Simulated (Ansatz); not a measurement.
**Si: energy along a strain**

Si, Fmmm, a = 4.869 Å, b = 5.328 Å, c = 9.104 Å. This isn't the element's structure at ambient conditions. Ansatz: LDA, PAW, 420 eV, Γ-centred 10×10×8 mesh on 8 atoms, Gaussian smearing 0.15 eV; no spin polarisation. Cell vectors (Å): 4.552 -2.435 0.000; 4.552 2.435 0.000; 0.000 0.000 5.328. The cell is strained by x per cent times the pattern (0 0 1 0 0 0) in the order xx yy zz yz xz xy (engineering shears), with fractional coordinates held. y is the free energy over the start, V0 = 14.762 Å³/atom. Points with a strain past 8.5 % were computed too (3) and aren't used here.

```
x (%) y (meV/atom)
-7.50             ?
-5.00         27.24
-2.50          5.74
 0.00          0.00
 2.50          6.21
 5.00         21.76
 7.50         45.03
```

Task: Fit y = c1 x + c2 x² + c3 x³ to the other rows, get the stiffness along the pattern, and predict the missing energy.

Result: Least squares on the rows shown. y = 0.17784 x + 0.98235 x² − 0.027614 x³. The clamped-ion stiffness p·C·p = 2 × 9.823 eV × 160.2 / 14.762 Å³ = 213 GPa, which is C33 in these axes; c1 is there for the stress left in the start, which by itself gives a slope of 0.28 meV/atom per %. At x = -7.50 the fit asked for gives 65.57 meV/atom. The run gave 65.48 meV/atom, so the fit is 0.09 meV/atom too high, within the rms miss on the fitted rows (0.21 meV/atom).

The energy rises almost parabolically along the 5.328 Å axis, with a clear anharmonic skew: at 5 % and beyond, compression costs more than stretching. This is the usual asymmetry of bonding, as overlap repulsion climbs steeply when atoms are pushed together while the attraction weakens gradually when they are pulled apart. The pair at ±2.50 % breaks the pattern, with stretching slightly dearer, because the small tensile stress in the starting cell still outweighs the cubic term there.

The omitted point lies outside the fitted range on the compressive side, so its close prediction suggests that higher-order terms remain small or largely cancel up to that strain. The stiffness of 213 GPa exceeds that of diamond-type silicon along a cube axis, which probably reflects the much denser packing. It is an upper bound for the static lattice, since any internal relaxation the symmetry allows can only lower it. One uniaxial constant does not establish mechanical stability, which also depends on the shear and coupled strains.
